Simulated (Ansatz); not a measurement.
# A series in volume scale on Sn

Results calculated with Ansatz 0.2.0, not measured. Plane-wave DFT, scalar-relativistic PAW made under PBE with cores redone for the functional, no dispersion; the given relaxed cell is scaled uniformly, energy at zero smearing counts from the unscaled cell, pressure at the given Fermi-Dirac smearing is positive in compression.

The cell before it is scaled or strained (space group Pm-3m, No. 221):
```
CELL_PARAMETERS angstrom
3.17370 0.00000 0.00000
0.00000 3.17370 0.00000
0.00000 0.00000 3.17370
ATOMIC_POSITIONS crystal
Sn 0.00000 0.00000 0.00000
```

Settings of every row: spin polarised no; functional BLYP; wave cutoff 420 eV; smearing width 0.1 eV; k mesh 16x16x16.

Atom starting moment: 0 on all atoms.

Limits: the cell comes from a prototype or a list of computed structures and needn't be the stable phase.

| row | volume scale | V (Å³/atom) | energy change per atom (meV) | pressure (GPa) |
| --- | --- | --- | --- | --- |
| 1 | 0.88 | 28.131 | 69.48 | 6.45 |
| 2 | 0.92 | 29.409 | 29.27 | 3.86 |
| 3 | 0.96 | 30.688 | ? | ? |
| 4 | 1.04 | 33.245 | 4.01 | -1.04 |
| 5 | 1.08 | 34.524 | 17.06 | -2.05 |
| 6 | 1.12 | 35.803 | 37.26 | -2.84 |

Question: what energy change per atom and pressure should row 3 give?

Worked fit of energy change per atom. Take u = (V_r/V)^(2/3) − 1 with V_r = 33.245 Å³ an atom, which is twice the finite (Eulerian) strain; such expansions in the strain, on which the Birch-Murnaghan equation of state is built, carry the rest volume and the bulk modulus. The shown rows have u = 0.11779, 0.08517, 0, -0.02485, -0.04822. Least squares give energy change per atom = 3.688 − 337.908 × u + 7583.06 × u² meV; a straight line predicts inner rows, each left out in turn, worse (root mean square 21 against 0.89 meV). The rows lie off it by 0.38, -0.65, 0.32, 0.29, -0.35 (root mean square 0.42 meV). The withheld row has u = 0.0548, so the fit gives 3.688 − 337.908 × (0.0548) + 7583.06 × (0.0548)² = 7.94 meV.

The calculation gave 7.41 meV. The fit lies 0.53 meV (7.2 % of the value, 0.81 % of the column's range) above it; its largest miss of a shown row is 0.65 meV.

Worked fit of pressure. Take u = (V_r/V)^(2/3) − 1 with V_r = 33.245 Å³ an atom, which is twice the finite (Eulerian) strain; such expansions in the strain, on which the Birch-Murnaghan equation of state is built, carry the rest volume and the bulk modulus. The shown rows have u = 0.11779, 0.08517, 0, -0.02485, -0.04822. Least squares give pressure = −1.062 + 44.341 × u + 163.33 × u² GPa; a straight line predicts inner rows, each left out in turn, worse (root mean square 0.47 against 0.055 GPa). The rows lie off it by 0.02, -0.04, 0.02, 0.01, -0.02. The pressure vanishes at u = 0.0221, or V = 32.17 Å³ an atom, and there the bulk modulus at fixed shape and fractions is B = −V dP/dV = (2/3)(1 + u) dP/du = 35.1 GPa. The withheld row has u = 0.0548, so the fit gives −1.062 + 44.341 × (0.0548) + 163.33 × (0.0548)² = 1.86 GPa.

The calculation gave 1.83 GPa. The fit lies 0.03 GPa (1.6 % of the value, 0.32 % of the column's range) above it; its largest miss of a shown row is 0.04 GPa.
